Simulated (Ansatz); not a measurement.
WC: the change of energy above lowest point with volume scale

All results are calculated (Ansatz 0.2.0). Free energy against uniform scaling of the volume at fixed shape and fractions; periodic cell, basis, potentials, k mesh and filling as listed.

The cell before it is scaled or strained (space group Fm-3m, No. 225):
```
cell vectors (Å)
   0.0000     2.1927     2.1927
   2.1927     0.0000     2.1927
   2.1927     2.1927     0.0000
atoms (fractions of the cell vectors)
W   0.00000  0.00000  0.00000
C   0.50000  0.50000  0.50000
```

Settings of every row: functional r2SCAN; dispersion none; potentials PAW; wave cutoff 653.07 eV; density cutoff 2612.3 eV; k mesh 11x11x11; k shift 0x0x0; occupations gaussian; smearing width 0.05 eV; spin none.

Limits: coarse k mesh, up to 40 meV an atom off; no spin-orbit coupling, which can matter with elements this heavy; the cell comes from a prototype or a list of computed structures and needn't be the stable phase.

```csv
row,volume scale,V (Å³/atom),energy above lowest point (meV/atom)
1,0.88,9.277,172.9
2,0.92,9.699,?
3,0.96,10.121,6.7
4,1,10.542,0
5,1.04,10.964,31.3
6,1.08,11.386,93.1
7,1.12,11.807,179.6
```

Question: what energy above lowest point should row 2 give?

Worked fit of energy above lowest point. Take u = (V_r/V)^(2/3) − 1 with V_r = 10.753 Å³ an atom, which is twice the finite (Eulerian) strain; such expansions in the strain, on which the Birch-Murnaghan equation of state is built, carry the rest volume and the bulk modulus. The shown rows have u = 0.10344, 0.04121, 0.0133, -0.01287, -0.03742, -0.06044. Least squares give energy above lowest point = 11.37 − 1205.44 × u + 26340.6 × u² + 3953 × u³ meV/atom; a parabola predicts inner rows, each left out in turn, worse (root mean square 0.65 against 0.08 meV/atom). The rows lie off it by 0.0, 0.0, 0.0, 0.1, -0.1, 0.0. Its lowest point lies at u = 0.0228, or V = 10.4 Å³ an atom, and the curvature there gives the bulk modulus at fixed shape and fractions, B = (4/9)(1 + u)² E″(u)/V = 381 GPa. The withheld row has u = 0.07119, so the fit gives 11.37 − 1205.44 × (0.07119) + 26340.6 × (0.07119)² + 3953 × (0.07119)³ = 60.5 meV/atom.

The calculation gave 60.6 meV/atom. The fit lies 0.1 meV/atom (0.056 % of the column's range) below it, one unit of the last digit.
